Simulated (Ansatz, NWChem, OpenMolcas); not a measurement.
Computed against measured: dipole moment

6 molecules with halogens; the dipole moment in D, computed less measured. Shapes, held fixed at every level: PBE0-D4/def2-TZVP. No vibrational averaging. Dipoles are compared by magnitude; molecules under 1 D, whose direction can flip, are left out. Programs: Ansatz 0.2.0, NWChem 7.3.0, OpenMolcas 26.06. A level may come from different programs for different species; with the same settings they agree closely. Measured values: NIST CCCBDB.

Levels: A = HF/def2-SVP; B = PBE/STO-3G; C = PBE0/def2-SVP; D = B3LYP-D4/def2-TZVPP.

```json
{"molecule": "NOF (nitrosyl fluoride)", "measured": "1.81", "A": "-0.24", "B": "-1.43", "C": "-0.56", "D": "-0.42"}
{"molecule": "CHFO (formyl fluoride)", "measured": "2.02", "A": "+0.44", "B": "-0.73", "C": "-0.01", "D": "+0.07"}
{"molecule": "CH3Br (bromomethane)", "measured": "1.81", "A": "+0.27", "B": "-0.39", "C": "+0.02", "D": "+0.08"}
{"molecule": "CH3Cl (chloromethane)", "measured": "1.87", "A": "+0.22", "B": "+0.13", "C": "+0.01", "D": "+0.01"}
{"molecule": "CH3F (fluoromethane)", "measured": "1.85", "A": "+0.29", "B": "-1.06", "C": "-0.04", "D": "-0.05"}
{"molecule": "SiH3Cl (chlorosilane)", "measured": "1.31", "A": "+0.26", "B": "+1.13", "C": "+0.06", "D": "-0.06"}
```

(1) Sum up the errors.

Answers

(1) 
```
              level           kind  mean error  mean absolute error  worst case
        HF/def2-SVP   Hartree–Fock      +0.207                0.287        CHFO
         PBE/STO-3G            GGA      -0.392                0.812         NOF
      PBE0/def2-SVP  global hybrid      -0.087                0.117         NOF
B3LYP-D4/def2-TZVPP  global hybrid      -0.062                0.115         NOF
```

On this set B3LYP-D4/def2-TZVPP has the smallest mean absolute error and PBE/STO-3G the largest. HF/def2-SVP is too high in 5 of 6; PBE0/def2-SVP is too low in 3 of 6. The levels differ in basis as well as in method. The tabulated value of NOF is in doubt (older tables, estimates, or at odds with other calculations) and kept here. Over the 5 molecules whose values aren't doubted the mean absolute errors are A 0.296; B 0.688; C 0.028; D 0.054. The smallest two are near a tie. Relativity is left out for Br. The set is small.

Hartree–Fock and PBE0 share a basis and shapes here, so their comparison isolates the electronic treatment: Hartree–Fock gives the larger dipole in every molecule. Without correlation it makes the polar bonds too ionic, leaving too much charge on the halogen or, in formyl fluoride, also on oxygen.

The PBE/STO-3G errors look mainly like a basis failure. A minimal set cannot let fluorine's density expand as it gains charge, which fits the strong underestimate for fluoromethane. The opposite error in chlorosilane, +1.13 D, probably reflects missing polarization functions on silicon and chlorine. With errors of both signs, no uniform scaling would repair this level, and its mean error understates the problem.

The small PBE0/def2-SVP errors may owe something to cancellation between functional and basis, so they don't show that the smaller basis is converged for dipoles. For NOF, the shared negative sign could come from the reference value or from the fixed geometry, since its weak, polar N–F bond makes the dipole sensitive to bond length.
